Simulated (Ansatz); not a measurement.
# CF3 (trifluoromethyl radical): methods side by side

CF3: 4 atoms, total charge 0, spin state doublet. SMILES: `F[C](F)F`. Geometry: relaxed at PBE0-D4/def2-TZVP.

```xyz
4

F    -1.2275    0.0249    0.2654
C    -0.0395   -0.0595   -0.2867
F     0.6589   -1.0449    0.2273
F     0.6081    1.0795   -0.2059
```

Each level gives the energy change with the C2–F4 bond stretched from 1.313 to 1.641 Å (eV). The values are calculated.

```json
{"level": "UHF/STO-3G", "kind": "Hartree–Fock", "program": "Ansatz", "value (eV)": "1.33"}
{"level": "UBLYP/STO-3G", "kind": "GGA", "program": "Ansatz", "value (eV)": "0.24"}
{"level": "U-r2SCAN/STO-3G", "kind": "meta-GGA", "program": "Ansatz", "value (eV)": "0.55"}
{"level": "U-r2SCAN0/STO-3G", "kind": "hybrid meta-GGA", "program": "Ansatz", "value (eV)": "0.86"}
{"level": "UBHLYP/STO-3G", "kind": "global hybrid", "program": "Ansatz", "value (eV)": "0.97"}
{"level": "UHSE06/STO-3G", "kind": "range-separated hybrid", "program": "Ansatz", "value (eV)": "0.76"}
{"level": "RPA@PBE/STO-3G", "kind": "RPA", "program": "Ansatz", "value (eV)": "0.38"}
{"level": "UMP2/STO-3G", "kind": "perturbation theory", "program": "Ansatz", "value (eV)": "1.05"}
{"level": "UCCSD/STO-3G", "kind": "coupled cluster or CI", "program": "Ansatz", "value (eV)": "0.66"}
{"level": "UCCSDT(Q)/STO-3G", "kind": "coupled cluster or CI", "program": "Ansatz", "value (eV)": "0.60"}
```

The first shape isn't each level's own minimum. The values span 0.24 to 1.33 eV. All rows use very small basis sets, so none should be taken for the real molecule's value.

Stretching one C–F bond costs most in Hartree–Fock, 1.33 eV, and correlation lowers that cost: UMP2 gives 1.05 eV, UCCSD 0.66 eV and UCCSDT(Q) 0.60 eV. As the bond lengthens, the σ and σ* orbitals draw closer in energy and left–right correlation grows, so a mean-field description penalises the stretched shape too heavily. Second-order perturbation theory recovers less than half of the lowering found with UCCSDT(Q), whereas UCCSD captures most of it, leaving only a small contribution from higher excitations.

Within both functional families that allow the comparison, adding exact exchange raises the cost, from UBLYP to UBHLYP and from U-r2SCAN to U-r2SCAN0, probably because semilocal exchange partly mimics left–right correlation. U-r2SCAN comes closest to UCCSDT(Q), but agreement at one displacement may reflect cancelling errors and doesn't establish that it describes the bond well in general. Nor does a single partial stretch fix the dissociation energy or the ordering of the methods nearer the separated fragments.
